## Problem

A mobile-ion monitor capacitor has a thermal SiO$_2$ film between a metal gate and a bottom electrode. The film is contaminated with Na$^+$ and is tested by triangular voltage sweep (TVS). All entries below are assumed or typical inputs.

| Quantity | Value |
|---|---|
| Oxide thickness $t$ (assumed) | $100\ \mathrm{nm}$ |
| Relative permittivity of SiO$_2$ (typical) | $3.9$ |
| Na$^+$ sheet density $N$ (assumed) | $10^{16}\ \mathrm{m^{-2}}$ $(10^{12}\ \mathrm{cm^{-2}})$ |
| Temperature $T$ (assumed) | $573.15\ \mathrm{K}$ (300 °C) |
| Gate area $A$ (assumed) | $10^{-6}\ \mathrm{m^2}$ |
| Sweep rate $\dot V$ (assumed) | $0.05\ \mathrm{V/s}$ |
| Na$^+$ mobility $\mu$ at $T$ (typical order of magnitude) | $10^{-10}\ \mathrm{m^2\,V^{-1}\,s^{-1}}$ |
| Relative permittivity of Si, part (f) (typical) | $11.7$ |
| Donor density of a heavily doped substrate, part (f) (assumed) | $10^{25}\ \mathrm{m^{-3}}$ |

In parts (a) to (e) both electrodes are ideal conductors that block the ions, the ions have no preferred sites, there is no fixed charge inside the film, and the sweep is slow enough for equilibrium.

(a) Relate the ionic capacitance to an equilibrium fluctuation.
(b) Find the line shape, peak and width for non-interacting ions.
(c) Decide whether the ions can be treated as non-interacting, and solve the space-charge problem in mean field.
(d) Find the peak height, the width and the tails.
(e) Find how much of $qN$ a sweep over $\pm1$ V recovers.
(f) Estimate the neglected effects.

**Conventions.** The position $x$ runs from the gate ($x=0$) to the bottom electrode ($x=t$), and $\xi=x/t$. $V$ is the electrostatic drop across the oxide, gate minus bottom electrode, so for ideal electrodes $V=V_G-\phi_{ms}$ with $\phi_{ms}$ the work-function difference in volts. The reduced voltage is $u=qV/kT$. Charges and capacitances are per unit area. Unrounded values are carried from step to step.

## Solution

### Scales

$$V_T=\frac{kT}{q}=49.3902\ \mathrm{mV},\qquad C_{ox}=\frac{3.9\,\varepsilon_0}{t}=0.34531\ \mathrm{mF/m^2},\qquad qN=1.60218\ \mathrm{mC/m^2}$$

$$\frac{q^2N}{kT}=\frac{1.60218\ \mathrm{mC/m^2}}{49.3902\ \mathrm{mV}}=32.439\ \mathrm{mF/m^2}$$

The displacement baseline is $A\dot V C_{ox}=17.27\ \mathrm{pA}$.

### (a) Response equals fluctuation

An ion at $\xi$ between grounded plates induces $-q(1-\xi)$ on the gate and $-q\xi$ on the bottom electrode. With $NA$ ions and $M=\sum_i\xi_i$, the gate charge is

$$Q_G=C_{ox}V-qN+\frac{q\langle M\rangle}{A}.$$

On a slow ramp the current density is $\dot V\,dQ_G/dV=\dot V\,(C_{ox}+C_{ion})$, with $C_{ion}=(q/A)\,d\langle M\rangle/dV$.

By superposition, the energy of the ions at fixed electrode potentials is $U_0+qV\sum_i(1-\xi_i)$. Here $U_0$ is the energy with both plates grounded, and it holds the repulsion, the images and any traps. The Boltzmann weight is therefore proportional to $e^{-U_0/kT}e^{uM}$. Differentiating the average $\langle M\rangle$ with respect to $u$ gives $\langle M^2\rangle-\langle M\rangle^2$, so

$$C_{ion}=\frac{q^2}{kT}\,\frac{\mathrm{Var}(M)}{A}.$$

This holds for any $U_0$. The quantity that fluctuates is the total dipole $M$, not the position of one ion. Because $\langle M\rangle$ runs from $0$ to $NA$ as $V$ runs from large negative to large positive values, a sum rule also holds for any $U_0$:

$$\int C_{ion}\,dV=qN .$$

Interactions can only move area from one part of the line to another.

### (b) Dilute limit

For independent ions $\mathrm{Var}(M)=NA\,\mathrm{Var}(\xi)$, and each ion has the density $p(\xi)=u\,e^{u\xi}/(e^u-1)$. Its mean is $\langle\xi\rangle=1/(1-e^{-u})-1/u$, and the derivative of the mean is the variance:

$$C_{ion}^{dil}=\frac{q^2N}{kT}\left[\frac1{u^2}-\frac1{4\sinh^2(u/2)}\right].$$

- **Peak.** At $u=0$ the density is uniform and the bracket is $1/12$, so $C_{ion}^{dil}(0)=2.703\ \mathrm{mF/m^2}$, or $135.2\ \mathrm{pA}$ above the baseline.
- **Width.** The bracket equals $1/24$ at $u=\pm4.161$. The full width at half maximum is $8.32\,kT/q=0.411\ \mathrm{V}$.
- **Tails.** For $|u|\gg1$ the ions form an exponential layer of thickness $t/|u|$ and variance $1/u^2$, so $C_{ion}^{dil}\to NkT/V^2$.

### (c) Space charge

The ratio of the ionic capacitance scale to the oxide capacitance is

$$\Lambda=\frac{q^2N}{kT\,C_{ox}}=\frac{32.439}{0.34531}=93.94 .$$

It compares the voltage $qN/C_{ox}=4.64\ \mathrm{V}$ with $V_T$. At this size the ions shape the field they move in, and part (b) does not apply.

In mean field the normalised density is $p=e^{w}$, with $w=-q\phi/kT+\text{const}$. Poisson's equation, with primes for $d/d\xi$, becomes

$$w''=\Lambda e^{w},\qquad w(1)-w(0)=u,\qquad w'(1)-w'(0)=\Lambda .$$

The last condition is the normalisation $\int p\,d\xi=1$. Gauss's law at the gate gives $Q_G=C_{ox}V_T\,w'(0)$. Define the shifted slope $m=w'(0)+\Lambda/2$, which is odd in $u$. Then

$$Q_G=C_{ox}V_T\,m-\frac{qN}{2},\qquad 1+\frac{C_{ion}}{C_{ox}}=\frac{dm}{du}.$$

Direct differentiation shows that

$$p(\xi)=\frac{2\beta^2}{\Lambda\cos^2(\theta_0+\beta\xi)},\qquad w'=2\beta\tan(\theta_0+\beta\xi)$$

solves the equation for any constants $\beta$ and $\theta_0$. Put $\theta_1=\theta_0+\beta$. The boundary conditions read $e^{u/2}=\cos\theta_0/\cos\theta_1$ and $\Lambda=2\beta\sin\beta/(\cos\theta_0\cos\theta_1)$, and $m=\beta\sin(\theta_0+\theta_1)/(\cos\theta_0\cos\theta_1)$. Two identities remove $\theta_0$:

$$\cos^2\theta_0+\cos^2\theta_1=2\cos\theta_0\cos\theta_1\cos\beta+\sin^2\beta,\qquad \cos^2\theta_0-\cos^2\theta_1=\sin(\theta_0+\theta_1)\sin\beta .$$

Dividing each by $2\cos\theta_0\cos\theta_1$ gives the charge–voltage curve in closed parametric form:

$$\cosh\frac u2=\cos\beta+\frac{\Lambda\sin\beta}{4\beta},\qquad m=\frac{2\beta}{\sin\beta}\sinh\frac u2 .$$

As $|u|$ grows, $\beta$ falls. It reaches zero at $\cosh(u/2)=1+\Lambda/4$, here $u=7.78$ or $V=0.384\ \mathrm{V}$. Beyond that $\beta=i\kappa$ and the circular functions turn hyperbolic:

$$\cosh\frac u2=\cosh\kappa+\frac{\Lambda\sinh\kappa}{4\kappa},\qquad m=\frac{2\kappa}{\sinh\kappa}\sinh\frac u2 .$$

For $\Lambda\to0$ this gives $\kappa=|u|/2$ and $m=u$, the bare oxide. Differentiating along the curve, with $j=\sin\beta-\beta\cos\beta$,

$$1+\frac{C_{ion}}{C_{ox}}=\frac{\beta}{\sin\beta}\cosh\frac u2-\frac{j\,\sinh^2(u/2)}{\sin^2\beta\,\left[\sin\beta+\Lambda j/(4\beta^2)\right]} .$$

On the hyperbolic branch the same expression holds with $\sin\beta\to\sinh\kappa$, $\beta\to\kappa$ and $j\to\kappa\cosh\kappa-\sinh\kappa$.

### (d) Peak, width and tails

**Profile at zero drop.** At $u=0$ the first parametric equation reduces to $4\beta_0\tan(\beta_0/2)=\Lambda$, with the root $\beta_0=2.8962$. The mean density is $N/t=10^{23}\ \mathrm{m^{-3}}$. The centre holds $(2\beta_0^2/\Lambda)\,N/t=1.786\times10^{22}\ \mathrm{m^{-3}}$ and each interface $1.192\times10^{24}\ \mathrm{m^{-3}}$, a ratio of $66.8$. The ions have built a potential hump of $4.20\,kT/q=0.207\ \mathrm{V}$ in the middle of the film and sit in two diffuse layers. Each electrode carries $-qN/2$, for which the Gouy–Chapman length is $\lambda=2\varepsilon kT/(q^2N/2)=4t/\Lambda=4.26\ \mathrm{nm}$, with $\varepsilon=3.9\,\varepsilon_0$.

**Peak.** At $u=0$ the second term of the capacitance vanishes:

$$1+\frac{C_{ion}(0)}{C_{ox}}=\frac{\beta_0}{\sin\beta_0}=\frac{\Lambda}{8}+\frac{2\beta_0^2}{\Lambda}=11.743+0.179=11.921 .$$

The unrounded terms give the last digit. Hence

$$C_{ion}(0)=10.921\,C_{ox}=3.771\ \mathrm{mF/m^2},$$

which is $188.6\ \mathrm{pA}$ above the baseline and $205.8\ \mathrm{pA}$ in total. The dilute formula gave $\Lambda/12=7.828$ in units of $C_{ox}$. Space charge raises the peak by a factor $1.395$.

For small $\Lambda$ the expansion is

$$\frac{C_{ion}(0)}{C_{ox}}=\frac{\Lambda}{12}+\frac{\Lambda^2}{720}+\dots=\frac{\Lambda}{12}\left(1+\frac{\Lambda}{60}+\dots\right).$$

At $\Lambda=1$ the peak moves by only $1.7\,\%$. The centre-to-edge density ratio $\cos^2(\beta_0/2)\approx1-\Lambda/8$ shows that the profile is reshaped when $\Lambda$ approaches about 8.

**The fluctuation reading.** Repulsion acts twice, with opposite signs. It drives the ions to the walls, so the variance of one ion's position grows from $1/12$ to

$$\mathrm{Var}(\xi)=\int_{-1/2}^{1/2}\eta^2\,\frac{2\beta_0^2}{\Lambda\cos^2\beta_0\eta}\,d\eta=0.1814,\qquad \eta=\xi-\tfrac12 .$$

It also anticorrelates the ions: charge moved into one layer raises the potential there and pushes other ions back. The variance of the total dipole per ion follows from part (a), $\mathrm{Var}(M)/(NA)=10.921/93.94=0.1163$. Inserting the one-ion variance into $(q^2N/kT)\,\mathrm{Var}(\xi)$ would give $5.88\ \mathrm{mF/m^2}$, which is $56\,\%$ too high. That shortcut is valid only for independent ions. For this gate, $NA=10^{10}$, the ionic part of the gate charge fluctuates at fixed voltage by $\sqrt{\mathrm{Var}(M)}=3.41\times10^4$ elementary charges, or $5.46\ \mathrm{fC}$, the same as $\sqrt{kT\,C_{ion}A}$.

**Width.** Half height means $1+C_{ion}/C_{ox}=6.461$. The capacitance formula reaches this at $\beta=2.694$, where $u=3.43$. The full width is

$$\Delta V_{1/2}=6.86\,kT/q=0.339\ \mathrm{V},$$

which is $18\,\%$ narrower than the dilute line. The large-$\Lambda$ limit explains the shape. There $\beta\to\pi$, so $\cos\beta\to-1$ and $\sin\beta=4\pi[1+\cosh(u/2)]/\Lambda$. This gives $m=(\Lambda/2)\tanh(u/4)$ and

$$C_{ion}\to\frac{q^2N}{8kT}\,\mathrm{sech}^2\frac u4,$$

with the peak $4.055\ \mathrm{mF/m^2}$ and the width $8\,\mathrm{arcosh}\sqrt2=7.05$ in units of $kT/q$. The physical picture is a transfer of charge between two diffuse layers across a nearly empty film. The contact density of a diffuse layer goes as the square of its charge, and equilibrium fixes the ratio of the two contact densities at $e^{u}$, so the ratio of the two charges is $e^{u/2}$.

**Tails.** For $\kappa\gg1$ the hyperbolic equations become $e^{u/2}=e^{\kappa}(1+\Lambda/4\kappa)$ and $m=2\kappa+\Lambda/2$. With $g=2\kappa=w'(0)$, the reduced field in the empty part of the film,

$$u=g+2\ln\left(1+\frac{\Lambda}{2g}\right),\qquad 1+\frac{C_{ion}}{C_{ox}}=\left[1-\frac{\Lambda}{g\,(g+\Lambda/2)}\right]^{-1}.$$

For $g\gg\Lambda/2$ this returns $\Lambda/u^2$, the dilute $1/V^2$ law. For $1\ll g\ll\Lambda/2$ it gives about $2/g$, which is independent of $N$ and lies below the dilute tail, because the ions' own field already compresses the layer. The crossover is at $qN/(2C_{ox})=2.32\ \mathrm{V}$.

| $V$ (V) | $u$ | parameter | $C_{ion}/C_{ox}$, space charge | $C_{ion}/C_{ox}$, dilute |
|---|---|---|---|---|
| 0 | 0 | $\beta=2.896$ | 10.92 | 7.83 |
| 0.2 | 4.049 | $\beta=2.595$ | 4.31 | 4.03 |
| 0.5 | 10.12 | $\kappa=2.837$ | 0.404 | 0.913 |
| 1.0 | 20.25 | $\kappa=8.826$ | 0.0897 | 0.229 |
| 5.0 | 101.2 | $\kappa=50.23$ | 0.00638 | 0.00917 |

Between 1 V and 5 V the mean logarithmic slope is $-1.64$, so the $1/V^2$ law has not yet been reached. The table shows the sum rule at work: area leaves the tails and enters the core.

### (e) Recovered charge

The ionic charge passed between $-V$ and $+V$ is $2C_{ox}V_T(m-u)$, a fraction $2(m-u)/\Lambda$ of $qN$. In the tail regime the missing fraction is $2(u-g)/\Lambda$. At 1 V, $g=17.65$ and $u-g=2.595$, so $5.5\,\%$ is missing. The dilute model would miss $2/u=9.9\,\%$. At $\pm5$ V the figures are $1.6\,\%$ and $2.0\,\%$.

A baseline drawn through the end points of a $\pm1$ V sweep sits $0.0897\,C_{ox}$ too high. It removes a further $2\ \mathrm{V}\times0.0897/4.64\ \mathrm{V}=3.9\,\%$, so $N$ is reported $9.4\,\%$ low. Fixing the baseline with an independent value of $C_{ox}$ removes the second loss, and a wider sweep reduces both.

### (f) Size of what was left out

**Transport lag.** The diffusion time is $\tau_D=t^2/(\mu V_T)=2.02\ \mathrm{ms}$. The depleted centre does not lengthen it here: the ionic resistance $\int dx/(q\mu n)$, with $n=(N/t)\,p$, multiplied by $C_{ion}(0)$ gives $0.35\,\tau_D$. The ramp needs $V_T/\dot V=0.99\ \mathrm{s}$ to cross one thermal voltage, and the lag $\dot V\tau_D$ is $0.10\ \mathrm{mV}$. Drift through the bulk is negligible. Release from interface traps is a separate and possibly much slower step. Its signature is a peak position that depends on sweep rate and direction.

**Silicon in series.** A semiconductor electrode adds its capacitance $C_s$ in series with $C_{ox}+C_{ion}(0)=4.117\ \mathrm{mF/m^2}$. At $u=0$ it must hold the electron charge $-qN/2$. On lightly doped n-type silicon this is a strong accumulation layer, with classical capacitance close to $|Q|/2V_T=q^2N/4kT=8.11\ \mathrm{mF/m^2}$. The series value is about $2.7\ \mathrm{mF/m^2}$, a drop of $34\,\%$, which is as large as the space-charge effect and opposite in sign. The area is conserved, so against gate voltage the line becomes lower, broader and asymmetric, and it shifts by the surface potential. For the heavily doped substrate, fully ionised and with Boltzmann statistics, the Debye capacitance $\sqrt{11.7\,\varepsilon_0\,qN_D/V_T}=58\ \mathrm{mF/m^2}$ costs about $7\,\%$.

**Discrete ions and images.** The Bjerrum length is $\ell_B=q^2/(4\pi\varepsilon kT)=7.48\ \mathrm{nm}$, larger than $\lambda$, and the lateral spacing within one layer is about $\sqrt{2/N}=14\ \mathrm{nm}$. A smeared charge is therefore a marginal description. An ion at distance $x\ll t$ from a conductor is attracted to its own image with energy $kT\,\ell_B/(4x)$, which mean field omits. This is $0.44\,kT$ at $x=\lambda$ and reaches $kT$ at $1.87\ \mathrm{nm}$, and the mean-field profile puts $31\,\%$ of the ions that close to an electrode. The attraction pulls ions towards the walls, as interface traps do. The end point of that trend is a two-site model: ions that sit on an electrode are screened by it, choose independently between $\xi=0$ and $\xi=1$ as long as sites are plentiful, and have $\mathrm{Var}(\xi)=\tfrac14\,\mathrm{sech}^2(u/2)$. Its peak is $q^2N/4kT=8.11\ \mathrm{mF/m^2}$ and its width $3.53\,kT/q=0.174\ \mathrm{V}$. Unequal binding energies at the two interfaces shift this peak by their difference divided by $q$.

### Result

| Model | Peak $C_{ion}$ (mF/m²) | Full width (V) |
|---|---|---|
| Independent ions, free in the film | 2.70 | 0.411 |
| Mean-field space charge, $\Lambda=93.94$ | 3.77 | 0.339 |
| Two equal interface sites | 8.11 | 0.174 |

All three lines enclose the same area, $1.60\ \mathrm{mC/m^2}$. The heights and widths are those of the models with the assumed inputs, and the terms of part (f) limit the middle row to a guide of about $3.8\ \mathrm{mF/m^2}$ and $0.34\ \mathrm{V}$. Sodium peaks on production MOS monitors are typically several tenths of a volt to about a volt wide, so the mean-field width lies at the narrow end and can fall short by up to roughly a factor of three. Between ideal electrodes space charge cannot supply that extra width, since here it sharpens the line. The causes to examine are the series capacitance of the silicon, a spread of interface binding energies and slow trap release. The sodium density should be taken from the area, which in an equilibrium sweep none of these effects changes, and not from the height or the width.